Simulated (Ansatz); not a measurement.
**Abstraction of Br: CBrClF2 + SiH2(CH3) → CClF2 + SiH2(CH3)Br**

Species: CBrClF2 `FC(F)(Cl)Br`, singlet; SiH2(CH3), doublet; CClF2 (chlorodifluoromethyl radical) `F[C](F)Cl`, doublet; SiH2(CH3)Br, singlet. A radical takes Br: the energy is the difference in strength between the C–Br bond broken and the Si–Br bond made.

Shapes, held fixed at every level: PBE0-D4/def2-TZVP. Programs: Ansatz 0.2.0. The zero-point and thermal change to 298 K, harmonic and unscaled (PBE0-D4/def2-TZVP), is +3.2 kJ/mol.

```
              level                   kind  ΔH(298 K) (kJ/mol)  less CCSD(T)/def2-TZVPP  CPU time (sum over the molecules)
   SPW92/def2-TZVPP                    LDA              -106.2                    +19.9                              7.5 s
  PBE-D4/def2-TZVPP                    GGA              -117.0                     +9.1                               15 s
B3LYP-D4/def2-TZVPP          global hybrid              -131.0                     -4.9                               25 s
BHLYP-D4/def2-TZVPP          global hybrid              -145.9                    -19.8                               19 s
 PBE0-D4/def2-TZVPP          global hybrid              -128.5                     -2.4                               18 s
     MP2/def2-TZVPP    perturbation theory              -122.5                     +3.6                                  –
   CCSD(T)/def2-SVP  coupled cluster or CI              -121.3                     +4.8                               17 s
 CCSD(T)/def2-TZVPP  coupled cluster or CI              -126.1                      0.0                            4.2 min
```

The highest level, CCSD(T)/def2-TZVPP, gives ΔH(298 K) = -126.1 kJ/mol; the levels span -145.9 to -106.2. The column of differences is taken from that level and isn't an error. No measured value is set beside it here. Open shells run unrestricted unless RO is named. Relativity is left out for Br unless named. Correlated rows may include outer-core shells of Br, which these sets cover unevenly. Times are processor times on shared x86 and Arm servers, and rough.

Bromine transfer from carbon to silicon is strongly exothermic at every level, so the Si–Br bond formed is clearly stronger than the C–Br bond broken. The main reason is electronegativity: silicon is more electropositive than carbon, which gives its bond to bromine a larger ionic contribution. In CBrClF2 the carbon is already depleted of charge by fluorine and chlorine, and halogen lone pairs help to stabilise the radical left behind.

Among the density functionals, exothermicity broadly grows with the share of exact exchange, probably because exchange shifts the balance between the two polar bonds and their radicals. B3LYP breaks the order, lying below PBE0 despite its smaller share. PBE0 comes closest to the highest level, but its offset of 2.4 kJ/mol is smaller than the 4.8 kJ/mol change in CCSD(T) between the two basis sets, so its lead over MP2 and B3LYP is not secure. The favourable enthalpy alone does not establish a low barrier or fast abstraction.
